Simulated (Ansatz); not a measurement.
A series in volume scale on MgCd₂

All results are calculated (Ansatz 0.2.0). Free energy against uniform scaling of the volume at fixed shape and fractions; periodic cell, basis, potentials, k mesh and filling as listed.

The cell before it is scaled or strained (space group P6_3/mmc, No. 194):
```
CELL_PARAMETERS angstrom
3.15250 0.00000 0.00000
-1.57630 2.73020 0.00000
0.00000 0.00000 15.67310
ATOMIC_POSITIONS crystal
Mg 0.66667 0.33333 0.25000
Mg 0.33333 0.66667 0.75000
Cd 0.33333 0.66667 0.41522
Cd 0.33333 0.66667 0.08478
Cd 0.66667 0.33333 0.91522
Cd 0.66667 0.33333 0.58478
```

Settings of every row: functional PBEsol; dispersion none; accuracy low; potentials PAW; wave cutoff 380.96 eV; density cutoff 1523.8 eV; k mesh 8x8x2; k shift 0x0x0; occupations methfessel paxton; smearing width 0.15 eV; spin none; xc grid level 2.

Limits: coarse k mesh, up to 40 meV an atom off; cutoff under the advised one; loose SCF threshold; the cell comes from a prototype or a list of computed structures and needn't be the stable phase.

| row | volume scale | V (Å³/atom) | energy above lowest point (meV/atom) |
| --- | --- | --- | --- |
| 1 | 0.9 | 20.235 | 3.7 |
| 2 | 0.925 | 20.797 | 0 |
| 3 | 0.95 | 21.359 | 1.5 |
| 4 | 0.975 | 21.921 | 7.4 |
| 5 | 1 | 22.483 | 17 |
| 6 | 1.025 | 23.045 | 29.8 |
| 7 | 1.05 | 23.607 | ? |
| 8 | 1.075 | 24.169 | 62.7 |
| 9 | 1.1 | 24.731 | 82.1 |

Question: what energy above lowest point should row 7 give?

Worked fit of energy above lowest point. Take u = (V_r/V)^(2/3) − 1 with V_r = 22.202 Å³ an atom, which is twice the finite (Eulerian) strain; such expansions in the strain, on which the Birch-Murnaghan equation of state is built, carry the rest volume and the bulk modulus. The shown rows have u = 0.0638, 0.04455, 0.02614, 0.00853, -0.00835, -0.02454, -0.05502, -0.06939. Least squares give energy above lowest point = 11.79 − 571.6 × u + 6682 × u² + 4562 × u³ meV/atom; a parabola predicts inner rows, each left out in turn, worse (root mean square 0.32 against 0.027 meV/atom). All shown rows lie on it to the printed digit. Its lowest point lies at u = 0.0410, or V = 20.9 Å³ an atom, and the curvature there gives the bulk modulus at fixed shape and fractions, B = (4/9)(1 + u)² E″(u)/V = 53.5 GPa. Letting shape and atoms relax would as a rule lower it, by much in layered, chain or molecular crystals. The withheld row has u = -0.04008, so the fit gives 11.79 − 571.6 × (-0.04008) + 6682 × (-0.04008)² + 4562 × (-0.04008)³ = 45.1 meV/atom.

The calculation gave 45.2 meV/atom. The fit lies 0.1 meV/atom (0.12 % of the column's range) below it, one unit of the last digit.
